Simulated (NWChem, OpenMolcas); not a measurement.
## GeH3Cl (chlorogermane): the dipole moment, rung by rung

GeH3Cl: 5 atoms, total charge 0, spin state singlet. SMILES: `[Cl][GeH3]`. The shape is that of a PBE0-D4/def2-TZVP optimisation.

Quantity: the dipole moment, in D. The values are calculated.

```csv
level,kind,program,value (D),CPU time
HF/def2-TZVP,Hartree–Fock,NWChem,2.15,77 s
BLYP/def2-TZVP,GGA,OpenMolcas,1.83,28 s
M06-L/def2-TZVP,meta-GGA,OpenMolcas,2.02,38 s
r2SCAN/def2-TZVP,meta-GGA,OpenMolcas,1.94,37 s
BHLYP/def2-TZVP,global hybrid,NWChem,2.05,33 s
PBE0/def2-TZVP,global hybrid,OpenMolcas,1.97,27 s
CAM-B3LYP/def2-TZVP,range-separated hybrid,NWChem,2.02,1.7 min
wB97X/def2-TZVP,range-separated hybrid,NWChem,2.03,1.7 min
```

All-electron rows without a relativistic Hamiltonian named are non-relativistic. The values span 1.83 to 2.15 D. Times are those of the runs behind each value, whatever else they computed, on shared processors of several kinds: orders of magnitude only.

All the methods describe chlorogermane as distinctly polar, with the moment governed by the Ge–Cl bond. Chlorine is much more electronegative than germanium and draws the σ density towards itself. The weakly hydridic hydrogens on the other side of germanium oppose this and offset part of the bond moment.

Because the geometry is common to all rows, the spread reflects differences in the electron density rather than in bond length. The moment rises from BLYP (1.83 D) through BHLYP (2.05 D) to Hartree–Fock (2.15 D), which suggests that exact exchange localises more charge on chlorine, while the semilocal functional lets it spread back towards germanium. The exchange fraction is not the whole story, however: M06-L contains none, yet gives 2.02 D, above PBE0 and level with CAM-B3LYP, so the form of the semilocal functional matters as well. Without a correlated wavefunction value or a measurement alongside, the series shows sensitivity to the functional, not which density is most accurate.
